# Notes: the interchange theorem for the relativistic bond force, with Au$_2$ in mind

Two stories are told about why relativity shortens the Au–Au bond. In the first, associated with Ziegler, Snijders and Baerends, the wave function stays nonrelativistic: as $R$ falls it gains amplitude in the cores, where the relativistic operator lowers the energy, so the repulsive wall softens. In the second, relativity changes the density, and the changed density pulls on the nuclei. Schwarz and co-workers pointed out that double perturbation theory connects the two. I want to see exactly what is equal to what. Hartree atomic units throughout, $c=1/\alpha$.

## 1. Premises

1. Clamped nuclei at $\pm\tfrac{R}{2}\hat z$; electron coordinates are space-fixed, so $\partial/\partial R$ acts at fixed $\mathbf r_i$.
2. $H(\lambda,R)=H_0(R)+\lambda H_1(R)$, both Hermitian, $\lambda=1$ at the end. $H_0=T+V_{ee}+\sum_i V(\mathbf r_i;R)+V_{nn}(R)$. Only $V$ and the number $V_{nn}$ depend on $R$. I write $W=\sum_i\partial V(\mathbf r_i;R)/\partial R$.
3. The state $\psi_0$ of $H_0$ is normalised, nondegenerate and separated by a gap, as for the closed-shell $^1\Sigma_g^+$ ground state near equilibrium.
4. The nuclear charge is smooth and extended, so $W$ is bounded.

Two choices of $H_1$, written per electron. Pauli:
$$h_1^{\rm P}=-\frac{p^4}{8c^2}+\frac{\nabla^2V}{8c^2}+\frac{\boldsymbol\sigma\cdot(\nabla V\times\mathbf p)}{4c^2},$$
plus two-electron Breit–Pauli terms, which do not contain $R$. Here $\lambda$ counts powers of $c^{-2}$. ZORA in first order:
$$h_1^{\rm Z}=\tfrac12\,\boldsymbol\sigma\cdot\mathbf p\,(K-1)\,\boldsymbol\sigma\cdot\mathbf p,\qquad K=\Big(1-\frac{V_M}{2c^2}\Big)^{-1},$$
with $V_M(\mathbf r;R)$ a prescribed model potential that does not depend on the wave function. Here $\lambda$ is only a bookkeeping factor, since $K$ holds all powers of $c^{-2}$. The proof never uses the meaning of $\lambda$.

## 2. The two first-order equations

Let $Q=1-|\psi_0\rangle\langle\psi_0|$ and $\mathcal G=Q(H_0-E_0)^{-1}Q$. By premise 3 it exists, it is Hermitian, and it is bounded.

Expanding $(H-E)\psi=0$ to first order in $\lambda$ at fixed $R$:
$$(H_0-E_0)\psi_1=-(H_1-E_1)\psi_0 .$$
Projection on $\psi_0$ kills the left side and gives $E_1=\langle\psi_0|H_1|\psi_0\rangle$. Normalisation requires ${\rm Re}\langle\psi_0|\psi_1\rangle=0$, and the free phase removes the imaginary part, so
$$\psi_1=-\mathcal G H_1\psi_0 .\tag{1}$$
The term $E_1\psi_0$ drops because $\mathcal G\psi_0=0$.

Differentiating $(H_0-E_0)\psi_0=0$ with respect to $R$, with $\psi_R\equiv\partial\psi_0/\partial R$:
$$(H_0-E_0)\psi_R=-(W+V_{nn}'-E_0')\psi_0 .$$
Projection gives the Hellmann–Feynman theorem $E_0'=\langle W\rangle+V_{nn}'$. With the same phase choice,
$$\psi_R=-\mathcal G W\psi_0 .\tag{2}$$

## 3. The theorem

Differentiate $E_1(R)$ by the product rule. The bra and ket derivatives are complex conjugates because $H_1$ is Hermitian:
$$E_1'=2\,{\rm Re}\langle\psi_R|H_1|\psi_0\rangle+\langle\psi_0|\partial_RH_1|\psi_0\rangle .\tag{3}$$
Insert (2), move $\mathcal G$ across, and use (1):
$$\langle\psi_R|H_1|\psi_0\rangle=-\langle\psi_0|W\mathcal GH_1|\psi_0\rangle=\langle\psi_0|W|\psi_1\rangle .$$
This is the interchange step of Dalgarno and Stewart. $W$ is a multiplicative spin-free one-electron operator, $W=\int\hat\rho(\mathbf r)\,\partial_RV\,d^3r$ with $\hat\rho(\mathbf r)=\sum_i\delta(\mathbf r-\mathbf r_i)$. The first-order density is $\rho_1(\mathbf r)=2\,{\rm Re}\langle\psi_0|\hat\rho(\mathbf r)|\psi_1\rangle$, with $\int\rho_1\,d^3r=0$. Hence
$$2\,{\rm Re}\langle\psi_R|H_1|\psi_0\rangle=\int\rho_1\,\partial_RV\,d^3r,\tag{4}$$
$$E_1'=\int\rho_1\,\partial_RV\,d^3r+\langle\partial_RH_1\rangle .\tag{5}$$
As a cross-check, (5) is also the $\lambda^1$ coefficient of the Hellmann–Feynman expression $\langle\psi|W+V_{nn}'+\lambda\,\partial_RH_1|\psi\rangle$. The theorem is the symmetry of the mixed derivative $\partial^2E/\partial\lambda\,\partial R$.

On regularity: the Pauli Hamiltonian is unbounded below, so $\lambda$ is a formal parameter and only (1) is ever solved. With $W$ bounded, $W\psi_0$ is square integrable, so $p_i^2\psi_R$ is too, and $\langle\psi_R|p_i^4|\psi_0\rangle$ read as $\langle p_i^2\psi_R|p_i^2\psi_0\rangle$ is finite.

The force conjugate to $R$ is $-E_1'$; a positive $E_1'$ pulls the nuclei together. The minimum satisfies $E_0'+\lambda E_1'=0$. With $E_0'\approx k\,(R-R_0)$ near the nonrelativistic minimum $R_0$,
$$\Delta R=-\lambda\,E_1'(R_0)/k+O(\lambda^2).\tag{6}$$

What (4) equates is one term of the force. The explicit term $\langle\partial_RH_1\rangle$ stands beside it in both stories, and I have to understand it before calling the stories equivalent.

## 4. The explicit term is the picture change of the density

Take one electron in $V$ with the Dirac Hamiltonian, in which $R$ enters through $V$ alone. Its Hellmann–Feynman force is exact and has no extra term: $E'=\int\rho_D\,w\,d^3r$, $w=\partial_RV$, $\rho_D=|\psi_L|^2+|\psi_S|^2$. To leading order $\psi_S=\boldsymbol\sigma\cdot\mathbf p\,\psi_L/2c$, so the norm is $\langle\psi_L|1+p^2/4c^2|\psi_L\rangle$, and the normalised two-component function $\phi$, the eigenfunction of the Pauli Hamiltonian to this order, is given by $\psi_L=(1-p^2/8c^2)\phi$. Then
$$\int\rho_Dw\,d^3r=\Big\langle\phi\Big|\,w-\frac{p^2w+wp^2}{8c^2}+\frac{\boldsymbol\sigma\cdot\mathbf p\,w\,\boldsymbol\sigma\cdot\mathbf p}{4c^2}\Big|\phi\Big\rangle+O(c^{-4}).$$
Two identities finish it. The double commutator $\sum_j[p_j,[p_j,w]]=-\nabla^2w$ gives $p^2w+wp^2=2\,\mathbf p\cdot w\,\mathbf p-\nabla^2w$. The product $\sigma_i\sigma_j=\delta_{ij}+i\epsilon_{ijk}\sigma_k$ gives $\boldsymbol\sigma\cdot\mathbf p\,w\,\boldsymbol\sigma\cdot\mathbf p=\mathbf p\cdot w\,\mathbf p+\boldsymbol\sigma\cdot(\nabla w\times\mathbf p)$. The $\mathbf p\cdot w\,\mathbf p$ terms cancel, leaving
$$w+\frac{\nabla^2w}{8c^2}+\frac{\boldsymbol\sigma\cdot(\nabla w\times\mathbf p)}{4c^2}=w+\partial_Rh_1^{\rm P},$$
because the Darwin and spin–orbit terms are linear in $V$ and the mass–velocity term has no $R$. So at order $c^{-2}$
$$\int\rho_{D,1}\,\partial_RV\,d^3r=\int\rho_1\,\partial_RV\,d^3r+\langle\partial_Rh_1^{\rm P}\rangle .$$
The whole of $E_1'$ is the electrostatic force of the four-component density change $\rho_{D,1}$; the two-component $\rho_1$ carries only part of it. For a closed-shell singlet the spin–orbit term has zero expectation value, and its $\psi_1$ is a triplet that the spin-free $W$ cannot reach, so only scalar terms act in first order.

For ZORA, $\partial_RK=K^2\,\partial_RV_M/2c^2$, so $\partial_Rh_1^{\rm Z}=\boldsymbol\sigma\cdot\mathbf p\,K^2(\partial_RV_M)\,\boldsymbol\sigma\cdot\mathbf p/4c^2$. Compared with the expression above, the renormalisation term $-(p^2w+wp^2)/8c^2$ is absent. A constant shift $\Delta$ of $V_M$ over the core of one atom therefore changes $E_1$ by up to $\Delta\langle T\rangle/2c^2$ (with $K\le1$). For an approximate nonrelativistic kinetic energy of $1.8\times10^4\,E_h$ per gold atom this factor is 0.48. The theorem holds regardless, but the force is only meaningful if the tail of the neighbour's $V_M$ is negligible in the core, as with screened neutral-atom potentials.

## 5. The split depends on the frame

Let $U=e^{-i\theta(R)\Gamma}$ with $\Gamma$ Hermitian and independent of $R$, for instance the generator of a scaling, or of a flow that carries each core along with its nucleus. With $\tilde H=U^\dagger HU$ and $\tilde\psi=U^\dagger\psi$,
$$\partial_R\tilde H_1=U^\dagger\big(\partial_RH_1+i\theta'[\Gamma,H_1]\big)U,\qquad \partial_R\tilde\psi_0=U^\dagger\big(\psi_R+i\theta'\Gamma\psi_0\big).$$
The explicit term gains $i\theta'\langle[\Gamma,H_1]\rangle$. The response term gains $2\,{\rm Re}\langle i\theta'\Gamma\psi_0|H_1|\psi_0\rangle=-i\theta'\langle[\Gamma,H_1]\rangle$. The sum is unchanged. The interchange still holds, but with $W+i\theta'[\Gamma,H_0]$ in place of $W$, which in general is no longer a density integral. Only $E_1'$ is invariant; the two terms in (3) or (5) are tied to premise 1.

## 6. Approximate wave functions

Let $E(\lambda,R,\mathbf q)=E^{(0)}(R,\mathbf q)+\lambda E^{(1)}(R,\mathbf q)$ be stationary in real parameters $\mathbf q$, with nonsingular symmetric Hessian $M=\partial^2E^{(0)}/\partial\mathbf q\,\partial\mathbf q$. Differentiating $\partial E/\partial\mathbf q=0$ at $\lambda=0$ gives $\mathbf q_R=-M^{-1}E_{\mathbf qR}$ and $\mathbf q_\lambda=-M^{-1}E_{\mathbf q\lambda}$, subscripts denoting derivatives. Stationarity makes $E_1=E^{(1)}(R,\mathbf q_0(R))$, so
$$E_1'=E_{\lambda R}+E_{\mathbf q\lambda}\cdot\mathbf q_R=E_{\lambda R}+E_{\mathbf qR}\cdot\mathbf q_\lambda ,\tag{7}$$
both products being $-E_{\mathbf q\lambda}^{\rm T}M^{-1}E_{\mathbf qR}$. If the trial functions do not depend on $R$ at fixed $\mathbf q$, then $E_{\mathbf qR}=\int(\partial\rho/\partial\mathbf q)\,\partial_RV\,d^3r$ and (7) is (3) and (5) again. This covers Hartree–Fock and Kohn–Sham theory, provided $\rho_1$ is the coupled, self-consistent response. An atom-centred finite basis does depend on $R$; (7) survives, but $E_{\mathbf qR}$ and $E_{\lambda R}$ acquire Pulay terms.

## 7. Range of validity

- First order in $\lambda$ only. For gold $(Z\alpha)^2=0.33$, so higher orders matter, above all for the Pauli operator.
- Nondegenerate state; near a crossing $\mathcal G$ or $M^{-1}$ diverges.
- Exact or stationary energies. A non-variational energy needs a stationary Lagrangian and its response densities. ZORA with the self-consistent potential inside $K$ is not covered, because its orbital equations do not make the energy expression stationary.
- For a point nucleus $W\sim r^{-2}$, $W\psi_0$ is not square integrable, and the separate Pauli terms exist only with a stated order of integration; $E_1(R)$ itself stays finite.
- $\rho_1$ is the molecular density change. It is not the sum of atomic contractions, and the theorem makes no claim that such a sum gives the right force.
- The equality holds for integrals. The left side of (4) is collected in the cores, the right side wherever $\rho_1$ meets the nuclear field; no region-by-region equality follows.

## 8. Illustration: a one-parameter valence model of Au$_2$

I need a case where both sides of (4) are explicit and no Pulay term intrudes. Put the two 6s electrons in one Gaussian fixed at the bond midpoint, $\varphi=(a/\pi)^{3/4}e^{-ar^2/2}$, so $\rho=2(a/\pi)^{3/2}e^{-ar^2}$ and $a$ is the only parameter. Each Au$^+$ core acts through
$$v(r)=-\frac1r+A\,e^{-\beta r^2},\qquad h_1=-B\sum_{X}e^{-\beta r_X^2},$$
with $r_X$ the distance from nucleus $X$. The repulsive Gaussian imitates core orthogonality. The operator $h_1$ stands in for the scalar Pauli or ZORA term: the valence shift arises in the inner core, where the orbital has a fixed shape, so it scales with the squared amplitude of the smooth pseudo-orbital at the core. Since that inner part travels with the nucleus, $\partial_Rh_1$ here belongs to a core-following description and is not the Darwin derivative of section 4.

Inputs, all illustrative: $\beta=1\ {\rm bohr}^{-2}$, $A=1.5\,E_h$, $B=1.0\,E_h$. For the atom, one electron in a centred Gaussian has $\varepsilon(a)=\tfrac34a-2\sqrt{a/\pi}+(A-\lambda B)\,[a/(a+\beta)]^{3/2}$. Its minimum gives ionisation energies of 6.93 eV at $\lambda=0$ (at $a=0.1682$) and 9.23 eV at $\lambda=1$. I chose $A$ and $B$ to land near the typical nonrelativistic and relativistic values of about 7 and 9.2 eV. The first-order shift is 1.49 eV, or 65 per cent of the model's full 2.30 eV.

For the dimer, with $d=R/2$, the kinetic energy is $\tfrac32a$, the electron repulsion $\sqrt{2a/\pi}$, the attraction per electron and core $-{\rm erf}(\sqrt a\,d)/d$, and the Gaussian product rule gives the core overlap $g$:
$$E=\tfrac32a+\sqrt{\frac{2a}{\pi}}-\frac{4\,{\rm erf}(\sqrt a\,d)}{d}+4(A-\lambda B)\,g+U(R),$$
$$g=\Big(\frac{a}{a+\beta}\Big)^{3/2}e^{-sd^2},\qquad s=\frac{a\beta}{a+\beta}.$$
$U(R)$ is the core–core energy. It drops out of every term of (7); I take it to place the minimum at a typical nonrelativistic $R_0=5.2$ bohr (2.75 Å) with a typical $k=1.0$ mdyn/Å, which is 0.0642 $E_h/{\rm bohr}^2$. With $u=\beta/(a+\beta)$, so that $ds/da=u^2$, and $\partial_R=\tfrac12\partial_d$:
$$g_a=g\,u\Big(\frac{3}{2a}-ud^2\Big),\qquad E_a=\frac32+\frac{1}{\sqrt{2\pi a}}-\frac{4e^{-ad^2}}{\sqrt{\pi a}}+4(A-\lambda B)\,g_a,$$
$$E_{aR}=4d\sqrt{\frac a\pi}\,e^{-ad^2}-4Ad\,(u^2g+s\,g_a),\qquad E_{a\lambda}=-4Bg_a,\qquad E_{\lambda R}=4Bgsd .$$
At $d=2.6$ bohr, $E_a=0$ gives $a=0.1054$, with $g=0.01545$, $g_a=0.1135$, $s=0.0953$, and in atomic units $E_{aa}=26.9$, $E_{a\lambda}=-0.454$, $E_{aR}=0.934-0.366=0.568$.

First story. The nonrelativistic orbital responds to stretching with $a_R=-E_{aR}/E_{aa}=-0.0211$: it tightens as the bond shortens, which raises the core amplitude since $g_a>0$. The response term is $a_RE_{a\lambda}=0.0096$.

Second story. Relativity tightens the orbital by $a_\lambda=-E_{a\lambda}/E_{aa}=0.0169$, so $\rho_1=a_\lambda\,(3/2a-r^2)\,\rho$ moves charge towards the midpoint. Its integral with $\partial_RV$ has a Coulomb part 0.0158 and a core-repulsion part $-0.0062$, together 0.0096.

| term | $E_h$/bohr |
|---|---|
| $2\langle\psi_R\vert H_1\vert\psi_0\rangle$ | 0.0096 |
| $\int\rho_1\,\partial_RV\,d^3r$ | 0.0096 |
| $\langle\partial_RH_1\rangle$ | 0.0153 |
| $E_1'$ | 0.0249 |

The interchanged term is 38 per cent of the total, so dropping the explicit term from either story would lose most of the model's force. The total is an attraction of 2.05 nN, and (6) gives $\Delta R=-0.39$ bohr, or $-0.21$ Å.

The neglected $O(\lambda^2)$ terms are not small. A Morse curve $D(1-y)^2$, $y=e^{-\gamma(R-R_0)}$, with a typical nonrelativistic $D=1.4$ eV has $\gamma=\sqrt{k/2D}=0.79\ {\rm bohr}^{-1}$. Balancing a constant $E_1'$ means $y^2-y=\gamma E_1'/k$, so $y=1.246$ and $\Delta R=-0.15$ Å, 28 per cent less. Against this, $E_1'$ grows to 0.0284 at $R=4.9$ bohr, 14 per cent more. Reoptimising at $\lambda=1$ and $R_0$ ($a=0.1219$, against 0.1222 in first order) gives a change of $dE/dR$ of 0.0284 as well, again 14 per cent more. These corrections largely offset one another, and one figure is all I can keep: the model's contraction is about 0.2 Å. The relativistic contraction typically quoted for Au$_2$ is about 0.25 to 0.3 Å, so the model falls short by roughly a fifth to a third. It has no 5d shell, no relativistic change of $U(R)$, and a single Gaussian for the bond pair; none of this affects the equality of the first two rows of the table, which follows from (7) for any $A$, $B$, $\beta$ and $R$.